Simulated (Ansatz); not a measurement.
# SrTiO3 (Pm-3m): starting gap and G0W0 gap against Hubbard U on Ti d, one-shot G0W0 on PBE+U

We calculate the indirect gap of cubic SrTiO3, from the valence edge at R to the conduction edge at Γ, first in PBE+U and then in one-shot G0W0 on that start, for four values of U on the Ti d shell.

The brief is a SrTiO3 window layer over a blue emitter at 450 nm. Interface models of the layer will be too large for GW, so we need a PBE+U setting that can stand in for it. We set two conditions: the PBE+U gap must put the absorption edge at a wavelength below 450 nm, and it must lie within 0.5 eV of a G0W0 reference gap. The reference is the G0W0 gap from the start without U, because it contains no fitted parameter.

## How the numbers were made

Structures are measured cells from a diffraction database. Ansatz 0.2.0, plane waves with PAW (wavefunction cutoff 420 eV), no spin polarisation. One-shot G0W0 by contour deformation on a 4×4×4 mesh with 268 bands and a screening cutoff of 150 eV, short of the basis limit, all fixed; only the start changes: PBE+U with an effective U on Ti d. All ran on one NVIDIA H100 80GB HBM3 (shared by 6 runs), shared with other work, so times are rough. The PAW files of Ansatz are those of its set soft_1.

Notes on method and selection:

- The G0W0 steps are scalar-relativistic: spin-orbit coupling is not in them.
- Perovskites in Pm-3m are ideal cubic cells; many, halides above all, are cubic only on average, and local tilts or off-centring can widen the gap.
- Runs that did not converge, have known faults or may not be shown are not listed, and runs on Ansatz's PAW sets soft_1 and soft_2 are kept to separate tables.

Columns:

- U (eV): effective Hubbard U of the start.
- RPA ε∞: RPA ε∞ of the start on the mesh (harmonic mean).
- Z valence: renormalisation factor Z at the valence edge.
- G0W0 gap (eV): G0W0 gap on the mesh.
- start gap (eV): gap of the starting calculation on the same mesh.
- correction (eV): G0W0 gap less start gap.
- time (s): wall time of the whole run.

Input lines of one member:

```
kpoints:
  mp_grid: { grid: [4, 4, 4] }
hamiltonian:
  xc: pbe
  pseudopotentials: { kind: paw, azcp: { folder: soft_1 } }
scf:
  occupations: { method: fixed }
gw:
  n_empty_bands: 248
  ecut_chi: 150.0
  qp_bands: [v2, c2]
  qp_kpoints: band_edges
  screening: { model: contour_deformation }
```

Command (options for logging and memory left out): `ansatz run input.yaml --threads 3 --backend cuda --devices 1 --max-vram 13GiB`

## The series

| member | U (eV) | RPA ε∞ | Z valence | G0W0 gap (eV) | start gap (eV) | correction (eV) | time (s) |
| --- | --- | --- | --- | --- | --- | --- | --- |
| U = 0 eV | 0 | 6.54 | 0.716 | 3.40 | 1.87 | 1.53 | 12 |
| U = 3 eV | 3 | 5.90 | 0.726 | 3.24 | 2.22 | 1.02 | 8.5 |
| U = 6 eV | 6 | 5.42 | 0.736 | 3.08 | 2.67 | 0.41 | 15 |
| U = 10 eV | 10 | 4.97 | 0.749 | 2.89 | 3.46 | −0.57 | 17 |

Least-squares fits to the whole series, with x = U (eV); R² and errors in the fitted variable (y, or ln y where the fit is in ln y):

| y | members | fit | R² | rms residual | leave-one-out rms | the same for the mean of the others |
| --- | --- | --- | --- | --- | --- | --- |
| G0W0 gap (eV) | 4 | y = 3.395 − 0.05110 x | 1.00 | 0.0058 | 0.015 | 0.25 |
| start gap (eV) | 4 | y = 1.797 + 0.1595 x | 0.99 | 0.071 | 0.19 | 0.79 |

## What drives the series

The two gaps move in opposite directions. From U = 0 to 10 eV the starting gap rises by 3.46 − 1.87 = 1.59 eV, while the G0W0 gap falls by 3.40 − 2.89 = 0.51 eV. G0W0 therefore reduces the dependence on U to about a third (0.51 / 1.59 = 0.32) and reverses its sign. The correction changes from +1.53 to −0.57 eV.

The rise of the starting gap follows from the Hubbard potential, V_U = U(½ − n) for a d orbital of occupation n. It pushes the nearly empty Ti d states at the conduction edge upwards and leaves the O 2p valence edge largely alone. For an empty orbital the push would be U/2, or 5 eV at U = 10 eV, yet the gap opens by only 1.59 eV. Part of the difference lies in the occupation itself, since Ti–O mixing keeps n above zero and so makes V_U smaller. Another part is probably a response of the density: Ti–O mixing weakens, the Ti d shell holds less charge, and the reduced repulsion lets the d level sink.

In linearised form the quasiparticle energy is E = E_start + Z⟨Σ − Vxc − V_U⟩. G0W0 thus takes most of the Hubbard push away again but keeps the electrostatic potential of the altered density, which would leave the gap smaller than before. This is our likely explanation of the fall; the table lists no d occupations to test it. Weaker screening cannot be the cause. The drop of ε∞ from 6.54 to 4.97 should by itself open the G0W0 gap.

For a U between the rows, the fit gives the G0W0 gap directly: at U = 4 eV it is 3.395 − 0.0511 × 4 = 3.19 eV. The starting gap is better interpolated between neighbours: 2.22 + (2.67 − 2.22) / 3 = 2.37 eV.

## Where the trend breaks

Largest departures from the fit to the whole series:

| member | G0W0 gap (eV) | fit | computed − fit | in rms residuals |
| --- | --- | --- | --- | --- |
| U = 6 eV | 3.08 | 3.09 | −0.01 | 1.4 |
| U = 10 eV | 2.89 | 2.88 | +0.01 | 1.0 |
| U = 0 eV | 3.40 | 3.40 | 0.00 | 0.9 |
| U = 3 eV | 3.24 | 3.24 | 0.00 | 0.3 |

All four G0W0 gaps lie within about 0.01 eV of the straight line. The starting gaps do not follow a line as well. Their slope grows from (2.22 − 1.87) / 3 = 0.12 eV per eV of U in the first interval to (3.46 − 2.67) / 4 = 0.20 in the last, so the straight fit is too low at both ends and too high in the middle.

The row at U = 10 eV is the only one with a negative correction. That is no sign of a failed run, since its G0W0 gap continues the line of the others. It shows that so large a U opens the starting gap further than G0W0 supports. The unconverged basis and the coarse mesh are common to all rows, so the changes with U are safer than the absolute gaps.

## Selection

We convert gaps to absorption edges with λ = 1240 / E, λ in nm and E in eV. The emitter at 450 nm corresponds to 1240 / 450 = 2.76 eV, and the reference gap is 3.40 eV.

- **U = 0 eV:** the edge is at 1240 / 1.87 = 663 nm and the gap is 1.53 eV below the reference. Both conditions fail.
- **U = 3 eV:** the edge is at 1240 / 2.22 = 559 nm and the gap is 3.40 − 2.22 = 1.18 eV too small. Both fail.
- **U = 6 eV:** the edge is at 1240 / 2.67 = 464 nm and the gap is 0.73 eV too small. Both fail, the first narrowly.
- **U = 10 eV:** the edge is at 1240 / 3.46 = 358 nm and the gap is 0.06 eV too large. Both are met.

The pick is U = 10 eV and the runner-up is U = 6 eV.

One-shot G0W0 gaps of oxides are commonly wrong by a few tenths of an eV. With a rough error of 0.3 eV the reference could lie between 3.40 − 0.3 = 3.1 eV and 3.40 + 0.3 = 3.7 eV. The pick then misses it by at most 3.46 − 3.1 = 0.36 eV and still meets the brief.

In closeness to the reference, the order of the two candidates reverses when the reference falls below the midpoint of their starting gaps, (2.67 + 3.46) / 2 = 3.07 eV. The G0W0 gap computed from the U = 10 eV start is 2.89 eV and would do exactly that: U = 6 eV would then miss by 2.89 − 2.67 = 0.22 eV and U = 10 eV by 3.46 − 2.89 = 0.57 eV. Neither would then meet both conditions, since U = 6 eV still fails on wavelength. The pick therefore rests on the choice of reference.

The pick is also for the gap alone. A U this large makes the Ti–O bond too ionic and tends to trap electrons on Ti too readily, so we would not use it for defect levels, polarons or relaxed interface structures. The window itself comes out transparent to the emitter at every start, since even the smallest G0W0 gap lies 2.89 − 2.76 = 0.13 eV above the photon energy, though that margin is smaller than the error of the method.

## Conclusions

Between U = 0 and 10 eV, each added eV of U lowers the G0W0 gap of SrTiO3 by about 0.05 eV and raises the starting gap by 0.12 to 0.20 eV. A start whose gap agrees with its own G0W0 gap, as would happen between U = 6 and 10 eV, is not thereby shown to be right, because both numbers depend on U.

The omitted effect most likely to exceed the 0.51 eV spread of the G0W0 gaps is self-consistency in GW. Without vertex corrections it opens the gap of oxides of this kind by roughly 0.5 to 1 eV. Lattice vibrations act the other way, by a few tenths of an eV. Measured gaps are not compared here.

[Logs are printed without paths, hosts, clocks, repeated set-up lines and the standing remarks that a program may print on its own settings, such as how far it seeks lower states.]

[On method and selection: Runs with U whose G0W0 gap lies more than 1.5 eV from that of the start without U were left out.]
